The molecule is a chain, CH₃–BH–O–CH₃, with one methyl group on boron and one on oxygen. Shielding is the fraction of the applied magnetic field, in parts per million, that the electrons keep from a nucleus. Shift is the shielding of a reference compound less the shielding here.

NMR shieldings (GIAO) and IAO charges of gas-phase C2H7BO (SMILES CBOC), from PySCF 2.14.0 with non-relativistic PBE0/pcSseg-1 and density fitting at the PBE0-D3(BJ)/def2-SVP geometry. Shifts refer to BF3·OEt2 for B, H2O for O and TMS for C and H, each at the same level. Span is the highest less the lowest principal shielding, and equivalent atoms are averaged.

```
atom  equivalent  bonded to  shift (ppm)  shielding (ppm)  paramagnetic part (ppm)  span (ppm)  IAO charge (e)
  C1           1    B H H H          7.5            176.9                    -76.9          35           -0.58
  B2           1      C H O         50.1             50.6                   -144.1          78            0.28
  O3           1        B C        190.2            144.3                   -251.0         410           -0.35
  C4           1    H H H O         62.4            122.0                   -120.8          95           -0.19
  H5           3          C          0.5             30.8                      0.5           9            0.15
  H8           1          B          5.2             26.1                     -5.1           2           -0.04
  H9           3          C          4.0             27.3                     -0.8           8            0.14
```

1. From C1 down to C4: does the largest shift belong to the least shielded nucleus?

No. The least shielded of these four is B2, at 50.6 ppm, but the largest shift, 190.2 ppm, belongs to O3. O3 is even better shielded than C4, whose shift is only 62.4 ppm. Each element is measured from its own reference, so shifts can be ranked only within one element. That leaves two comparisons: C1 with C4, and the three kinds of hydrogen among themselves.

2. B2: why is boron shielded so little?

Take a free spherical atom as the limiting case. There the field only makes the electron cloud circulate, and this circulation shields equally in every direction. In a molecule the field also mixes occupied with empty orbitals, and the resulting paramagnetic currents usually deshield. Compared with C4, boron loses on both counts. It has fewer electrons, held less tightly, so its shielding without the paramagnetic part is only 194.7 ppm, against 242.8 ppm for C4. Three-coordinate boron also has an empty p orbital low in energy, only partly filled by the oxygen lone pair, which makes the mixing easy. In the reference BF₃·OEt₂ a fourth bond fills this orbital, and the shielding there is 50.1 + 50.6 = 100.7 ppm, twice that of B2; the fluorine atoms also play a part in this difference.

3. O3: what would change if the reference were liquid water?

The reference here is a single water molecule in the gas phase. Liquid water is less shielded by roughly 36 ppm, a recalled value, so the shift of O3 would drop to about 154 ppm. The shielding, its paramagnetic part and the span would stay as they are, because they belong to this molecule alone.

4. C4 against C1: is the larger shift simply due to lost electrons?

C4, bonded to oxygen, lies 54.9 ppm above C1, bonded to boron. It is also more positive by 0.39 e in IAO charge, which assigns the electrons to atoms by way of atom-like orbitals. A bare nucleus would feel the full field, and each electron added around it screens a little. For a spherical cloud, Lamb's formula gives this screening as

σ = (α²/3) ⟨1/r⟩,

where α is the fine-structure constant and r the distance from the nucleus in bohr.

For a hydrogen 1s electron ⟨1/r⟩ is 1, which gives 17.75 ppm. Slater's rules give 0.81 for a carbon 2p electron, hence 14.4 ppm. The charge difference is then worth

14.4 ppm × 0.39 = 5.6 ppm,

about a tenth of the computed gap. Nothing was fitted in this estimate, and the output printed below applies it to the hydrogens too. It covers only the direct loss of screening; charge can also act indirectly, by changing the size and energy of the orbitals.

5. Where does the rest of the carbon gap come from?

The same calculation gives the shielding for the field along three perpendicular principal directions. With the values of each carbon ranked by size, the lowest and the middle one fall by 72 and 81 ppm from C1 to C4, the highest by only 12 ppm. Theory suggests why. A field along a bond turns the bond orbital about its own axis and leaves it unchanged, whereas a field across the C–O bond mixes C–H electrons into the empty C–O antibonding orbital. Two directions lie across the bond and one along it, which matches the pattern, although matching the three values to these directions is an inference. An electronegative neighbour strengthens the effect, because it lowers that empty orbital and concentrates it on carbon.

6. H5, H8 and H9: does the most positive hydrogen have the largest shift?

The order contradicts it. H8, on boron, has the largest shift of the three and is the only one with a negative charge. From its charge alone, Lamb's formula would place it 3.4 ppm below H5; the calculation places it 4.7 ppm above. A likely cause, not tested separately here, is the paramagnetic current at the neighbouring boron, whose magnetic field reaches the hydrogen. H5 and H9 show the limits of charge in another way: their charges are nearly equal, yet their shifts differ by 3.5 ppm.

7. Which digits can be trusted?

The tenths in the table are digits of the calculation, not a sign of its accuracy. The carbon gap of about 55 ppm is large enough to carry an explanation. The lead of H8 over H9, 1.2 ppm, is less secure, since it comes from one frozen conformer and a small basis set. The paramagnetic part needs a different caution, because its separation from the rest depends on a convention. Among the three hydrogens of the methyl group on boron it varies by 1.3 ppm, while their total shieldings agree within 0.03 ppm. An NMR spectrum reflects only the total, so small differences in the paramagnetic part alone should not be given a physical meaning.

Numerical output:

```
Shieldings in ppm:
  row  reference  diamagnetic part  lowest principal  middle principal  highest principal
   C1      184.4             253.8             157.8               180                193
   B2      100.7             194.7              10.3              53.8               87.8
   O3      334.5             395.3             -68.1             159.2              341.9
   C4      184.4             242.8              85.8                99              181.1
   H5       31.3              30.3              27.6              28.6               36.3
   H8       31.3              31.2              25.2              25.5               27.5
   H9       31.3              28.1              24.2              25.5               32.1
Shift of C4 less C1 (ppm): 54.9
Paramagnetic share of the carbon gap (ppm): 43.9
Diamagnetic share of the carbon gap (ppm): 11
Fall of lowest principal value from C1 to C4 (ppm): 72
Fall of middle principal value from C1 to C4 (ppm): 81
Fall of highest principal value from C1 to C4 (ppm): 11.9
Shift of H8 less H5 (ppm): 4.7
Shift of H9 less H5 (ppm): 3.5
Shift of H8 less H9 (ppm): 1.2
Fall of lowest principal value from H5 to H8 (ppm): 2.4
Fall of middle principal value from H5 to H8 (ppm): 3.1
Fall of highest principal value from H5 to H8 (ppm): 8.8
Lamb shielding per hydrogen 1s electron (ppm): 17.75
Lamb shielding per carbon 2p electron (ppm): 14.42
Charge of C4 less C1 (e): 0.39
Shift of C4 less C1 from lost electrons alone (ppm): 5.625
Part of the carbon gap so explained (percent): 10.25
Shift of H8 less H5 from charge alone (ppm): -3.373
Shift of H9 less H5 from charge alone (ppm): -0.1775
Spread of paramagnetic parts within the methyl on B (ppm): 1.324
Spread of total shieldings within the methyl on B (ppm): 0.027
Spread of total shieldings within the methyl on O (ppm): 0.209
Rough O3 shift against liquid water (ppm): 154.2
```
